## Why does the GaN energy converge so smoothly with the k mesh while the pressure goes down and then up?

I have a PBE convergence test for wurtzite GaN, with the same atoms and the same cell in every run. Only the k mesh changes, and energies are counted from the 10x10x6 run.

Ansatz 0.2.0, PBE single-point calculations with PAW potentials for wurtzite GaN in a fixed 4-atom cell, without spin polarization. The plane-wave cutoff is 420 eV and the density cutoff 1680 eV, with Γ-centred k meshes and fixed occupations. Energies are relative to the 10x10x6 mesh, and pressure is positive in compression.

| k mesh | energy less reference (meV/atom) | pressure (GPa) |
| --- | --- | --- |
| 3x3x2 | 74.81 | 7.450 |
| 4x4x2 | 16.41 | 7.210 |
| 5x5x3 | 4.70 | 7.250 |
| 7x7x4 | 0.34 | 7.280 |
| 8x8x5 | 0.11 | 7.290 |

The energy error drops very fast, and the biggest drop comes from 3x3x2 to 4x4x2, where the mesh along the hexagonal axis isn't refined at all. The pressure behaves differently. It is lowest at 4x4x2 and then creeps back up, and even the coarsest mesh gives nearly the final value. Is the pressure simply easier to converge, and is something odd happening at 4x4x2?

### Answer

Start from a limit where the mesh wouldn't matter. If the atoms were so far apart that no electron could pass from one cell to the next, every k point would give the same energy and one point would do. The k mesh matters only because electrons do spread over neighbouring cells. How fast its error disappears therefore depends on how far that spreading reaches.

To make this precise, write the energy that each k point contributes as a sum of waves, one for each lattice vector $\mathbf R$ that links two cells:

$$\varepsilon(\mathbf k)=\sum_{\mathbf R}\varepsilon_{\mathbf R}\cos(\mathbf k\cdot\mathbf R).$$

The exact average over all $\mathbf k$ keeps only the term $\mathbf R=0$. A mesh with $N$ in-plane divisions can't tell the wave that belongs to a lattice vector $N$ cells long from a constant, so it keeps such terms too, and they are the error. In other words, the mesh treats the crystal as a block $N$ cells wide whose opposite faces are joined, and the electrons feel their own copies at the distance $L=Na$, where $a=3.18$ Å is the in-plane cell edge. The density also adjusts to the mesh, but that alters the energy only at second order.

In an insulator, the quantum link between two distant points dies off roughly exponentially with their separation. GaN keeps an open gap in all these runs, so theory suggests

$$\Delta E\approx A\,e^{-L/s},$$

where $\Delta E$ is the energy less reference, $A$ sets its size and $s$ is an effective decay length. Each added in-plane division moves the copies away by one more cell edge and should divide the error by the same factor. I fitted $A$ and $s$ to all five rows, and that factor came out at about 3.7. Between neighbouring rows it scatters from about 3.1 to 4.6, so the rule is a rough one.

Here is one step worked through. Going from 5x5x3 to 7x7x4 adds two in-plane divisions, so the error should fall by $3.67^2\approx13.5$. Starting from 4.70 meV/atom, that gives $4.70/13.5\approx0.35$ meV/atom, and the calculation gave 0.34. Both rows were part of the fit, so this shows that the rule is consistent with the data, not that it predicts new data.

Over the five rows the exponential is off by at most 11 %, while a single power of $N$ misses by up to 32 %. The way the power law fails is instructive: the apparent power rises from about 5 between the coarsest meshes to more than 8 between the finest. Steepening of this kind is what an exponential looks like when it is forced into a power law. The printed output after this answer compares the fits.

Now to your large first drop. From 3x3x2 to 4x4x2 the copies along the axis stay where they were, at about 10 Å, and only the in-plane copies move away. That step alone removes 78 % of the coarsest mesh's error, so most of that error came from within the plane. Geometry points the same way, since each cell has six nearest copies in the plane and only two along the axis. In the later rows both directions are refined together, so $s$ describes this sequence of meshes and isn't a property of GaN.

The energy errors are also all positive, and there is a likely reason. Every one of these meshes contains the centre of the Brillouin zone, where the highest filled states of GaN lie. That single point carries 1/18 of the weight in the 3x3x2 mesh but only 1/600 in the reference. What counts is the sum over all filled states at a point, and at the centre this sum probably lies above the average. A coarse mesh would then give it too much weight and come out too high, although the table itself shows only the sign.

The pressure is not easier to converge; it only looks that way because it is an average. It combines two equal in-plane stresses with one axial stress, and a hexagonal crystal lets these go wrong independently. At 3x3x2, relative to the reference, the in-plane stress is 0.88 GPa too high and the axial stress 1.32 GPa too low. The average hides most of this: $(2\times0.88-1.32)/3\approx0.15$ GPa.

The low value at 4x4x2 appears when this cancellation ends. The in-plane error has shrunk to 0.06 GPa, but the axial stress is still 0.40 GPa too low, so the average falls below the reference. Finer meshes then remove the axial error and the pressure creeps back up. Nothing happens to the crystal at 4x4x2: one of two opposing errors has simply died away before the other.

The axial stress improved in that step even though the axial mesh stayed the same. This makes sense if you recall that stress is the change of energy with strain. Stretching the crystal along its axis also alters how electrons move within the plane, so poor in-plane sampling can spoil the axial stress as well. Why the two errors start with opposite signs can't be read from these runs.

Consider finally the limit of an infinitely dense mesh. The energy error would vanish, but a pressure of about 7.3 GPa would remain, because every row shares it. Most of it probably reflects the cell, which is smaller than the one PBE prefers; how far the finite plane-wave basis shifts it, up or down, was not tested. The tiny pressure differences among the finest meshes, about a hundredth of a GPa, deserve no explanation, since the stresses are only loosely converged.

So when you test a mesh for a non-cubic crystal, compare the separate stress components and not just the pressure. At 3x3x2 the pressure is within about 2 % of the reference, yet the stress looks almost equal in all directions, whereas the reference has about 6.6 GPa in the plane and 8.7 GPa along the axis. If you relaxed the cell on that mesh, it would start from the wrong balance of forces between its width and its height.

Output of the analysis:

```
fit of lnE on 5 rows: constant 8.094 +/- 0.16, coefficient of La -0.4087 +/- 0.0089; rms 0.0906, worst 3x3x2 -0.121, leave-one-out rms 0.179
fit of lnE on 5 rows: constant 11.94 +/- 0.64, coefficient of log(N) -6.69 +/- 0.39; rms 0.241, worst 5x5x3 -0.376, leave-one-out rms 0.457
fit of lnE on 5 rows: constant 7.429 +/- 0.75, coefficient of Lmin -0.39 +/- 0.043; rms 0.456, worst 3x3x2 -0.606, leave-one-out rms 0.814
Energy error and models (meV/atom, lengths in angstrom):
    row  in-plane length  axial length  computed  exponential  power law  shortest length  factor per division  local power
  3x3x2             9.54         10.33     74.81        66.32      98.41            40.81                  n/a          n/a
  4x4x2            12.72         10.33     16.41        18.08      14.36            29.97                4.559        5.273
  5x5x3             15.9          15.5       4.7        4.927      3.228            3.997                3.491        5.603
  7x7x4            22.26         20.66      0.34       0.3661     0.3399           0.5332                3.718        7.806
  8x8x5            25.44         25.83      0.11      0.09979     0.1391           0.0828                3.091        8.451
Energy error removed by the in-plane-only step (meV/atom): 58.4
Share of the coarsest error removed by that step (%): 78.06
Fitted factor by which the error falls per in-plane division: 3.669
Effective decay length (angstrom): 2.446
Largest miss of the exponential (%): 11.35
Largest miss of the power law (%): 31.55
Largest miss of the shortest-length model (%): 82.61
Estimated error left in the 10x10x6 reference (meV/atom): 0.007414
Stress less reference (GPa, compression positive):
    row  in-plane    axial  mean pressure
  3x3x2    0.8824   -1.317         0.1494
  4x4x2    0.0627  -0.3983       -0.09097
  5x5x3     0.009  -0.1549       -0.04563
  7x7x4   -0.0066  -0.0295       -0.01423
  8x8x5   -0.0026  -0.0128         -0.006
```
